## What is estimated

The effective mass $m$ says how a carrier near a band edge responds to a force: it is $\hbar^2$ divided by the curvature of the band energy in $k$ space. A flat band means a heavy carrier, a sharply curved one a light carrier. Here the masses of anatase TiO₂ come from a density-functional calculation with the PBE functional, in units of the free-electron mass $m_e$. A valley is a local top of the valence band, where holes collect, or a local bottom of the conduction band, where electrons collect.

Band valleys of anatase TiO₂, computed with Ansatz 0.2.0: PBE, scalar-relativistic, no spin polarization, plane waves and PAW, 420 eV cutoff, geometry as given. The density was converged on a 14×14×14 k mesh and the bands sampled on a 24×24×24 mesh. Distances are energies from the valence top or the conduction bottom, respectively; hole masses are counted as positive.

| row | valley distance from edge (eV) | valley edge | valley place | valley bands meeting | valley lightest mass (m_e) | valley heaviest mass (m_e) |
| --- | --- | --- | --- | --- | --- | --- |
| 1 | 0.000 | valence | Gamma-X line | 1 | 0.939 | 2.243 |
| 2 | 0.128 | valence | M | 2 | n/a | n/a |
| 3 | 0.260 | valence | Gamma-X line | 1 | 0.773 | 4.314 |
| 4 | 0.000 | conduction | Gamma | 1 | 0.406 | 3.895 |
| 5 | 0.829 | conduction | n/a | 1 | 1.893 | 5.076 |

The valley lightest mass and valley heaviest mass belong to different directions of motion. At the conduction edge (row 4) they differ almost tenfold: electrons are light in the plane and heavy along the long crystal axis $c$.

## A rule from two limiting cases

Curvature can be guessed from two energy levels. Let the band change by $\Delta E$ over a straight step of length $Q$ in $k$ space, starting at the valley. If the band keeps its curvature over the whole step, as for a free particle, it is a parabola and

$$m=\frac{\hbar^2Q^2}{2\,\Delta E}.$$

The opposite case is a chain of atoms with one orbital each. Its band is a cosine that flattens again at the far end, $E=\tfrac12\Delta E\,[1-\cos(\pi q/Q)]$ with $q$ the distance from the valley. For the same $\Delta E$ it must curve more strongly at the start, so the mass is smaller:

$$m=\frac{2\hbar^2Q^2}{\pi^2\,\Delta E}.$$

The geometric mean of the two is the rule of thumb,

$$m\approx\frac{\hbar^2Q^2}{\pi\,\Delta E},\qquad \frac{m}{m_e}\approx 2.43\,\frac{Q^2}{\Delta E},$$

with $Q$ in Å⁻¹ and $\Delta E$ in eV. Each limiting shape lies a factor $\pi/2$ away. A long step with little change in energy therefore means a heavy carrier.

## Two rows worked

Take row 4 along $c$. The point M lies straight ahead of Γ at $Q=2\pi/c\approx0.66$ Å⁻¹, and the lowest conduction level there is 0.358 eV higher. The rule gives $2.43\times0.66^2/0.358\approx3.0$. The computed heaviest mass is 3.895, so the estimate is about a quarter too low.

Row 1, the valence edge, lies close to the point X, so the step along $c$ is taken from X. It leads to the point P, half as far away as M is from Γ, and the band falls by 0.20 eV. The estimate is 1.3, against a computed lightest mass of 0.939. The rule is thus about 40 % too high, but it correctly makes this hole much lighter along $c$ than the electron of row 4.

## What the far end reveals

The shape of the band at the far end can sharpen the estimate. At M the two lowest conduction bands meet, almost exactly midway between the two lowest conduction levels at Γ. This is what a single chain band would do if the screw symmetry of the crystal folded it back at M. M is then the middle of the cosine, where the band is still climbing, and the rule must be multiplied by $4/\pi$. The result, 3.8, is within 4 % of the computed mass; the folding is an interpretation that fits the levels.

## How far it can be trusted

The rule was compared with six masses along known directions in rows 1 to 4, and no constant in it was adjusted to them. For five of them the typical error is a factor of 1.4. The sixth, row 4 in the plane, raises it to 2.3, no better than one constant mass chosen with all six answers known. The output below lists these comparisons and a looser one for row 5. The table gives no masses for row 2 because two bands meet there; its mass along $c$ comes from the same calculation. Beyond these six, the holes of row 2 show that the rule also breaks down in the plane at the valence edge. From M along the diagonal between the two $a$ axes, a point equivalent to X by symmetry lies straight ahead, but the valence band is higher there than at M, so the rule gives no mass in that direction. Along an $a$ axis, a point equivalent to Γ lies ahead, 0.35 eV lower. There the rule gives about 19, while the computed masses of the two bands are 0.56 and 0.66. This miss, by a factor of about thirty, is not counted in the typical errors above; with it, the rule does clearly worse than one constant mass. The remaining directions were not tested.

The failure in row 4 can be traced. In the plane, with the step taken from Γ to X, the rule predicts 2.7, but the computed mass is 0.406. A cosine band that light would rise by about 5 eV on the way to X, while the whole lowest conduction band is only 1.5 eV wide. The strong curvature must therefore end well before X. Standard bonding arguments suggest why, though no orbital weights were computed here: the edge state is a titanium d orbital lying in the plane, which couples well to its neighbours sideways and poorly along $c$, and on the way to X other d bands probably become the lowest.

The chain picture needs a single band that can be followed from one end of the step to the other and that keeps roughly the shape of a cosine. Where another band takes over or the shape is different, a level much closer to the valley is needed, together with the parabola, which becomes exact for a short step.

For the electrons of row 4, the end levels alone suggest nearly equal masses in the plane and along $c$, and so hide the strong anisotropy. The computed values are themselves bare band masses, without spin-orbit coupling. The cell was taken as given and not relaxed, and PBE finds it under a pressure of about 5 GPa, so relaxing it would shift the levels and masses somewhat; PBE makes the band gap too small, which tends to make the masses too light, and coupling to lattice vibrations makes real electrons heavier still.

Output of the analysis:

```
Rule along one step per row (row 5 is compared with its lightest mass only):
  row  step in 1/A  energy change in eV  rule mass  cosine mass  parabola mass  computed mass  rule over computed
    1       0.3302                  0.2      1.322       0.8418          2.077          0.939               1.408
    2       0.6604                 0.35      3.023        1.924          4.748          3.717              0.8132
    3       0.4506                0.218      2.259        1.438          3.549           2.44               0.926
    4       0.6604                0.358      2.955        1.881          4.642          3.895              0.7587
    5       0.6738                0.635      1.734        1.104          2.724          1.893              0.9162
Prefactor of the rule, mass in m_e from step squared over energy (eV A^2): 2.426
Row 1 towards X, step (1/A): 0.1449
Row 1 towards X, energy drop (eV): 0.048
Row 1 towards X, rule mass (m_e): 1.061
Row 1 towards X, parabola mass (m_e): 1.666
Row 1 towards X, rule over computed mass: 0.6167
Row 4 in plane to X, step (1/A): 1.174
Row 4 in plane to X, energy rise of lowest band (eV): 1.237
Row 4 in plane, rule mass (m_e): 2.703
Row 4 in plane, rule over computed mass: 6.658
Row 4 in plane, rise to X that a cosine with the computed mass would need (eV): 5.243
Full width of the lowest conduction band (eV): 1.464
Row 4 along c, mass if M is the middle of one cosine band (m_e): 3.762
Row 4 along c, miss of that refined mass (percent): -3.405
Midpoint of the two lowest conduction levels at Gamma less the level at M (eV): 0.0125
Row 4, computed heaviest over lightest mass: 9.594
Row 4, same ratio from the rule: 1.093
Typical error factor of the rule, six directions: 2.279
Typical error factor of the rule without row 4 in plane: 1.361
Typical error factor of one best constant mass, six directions: 2.224
```
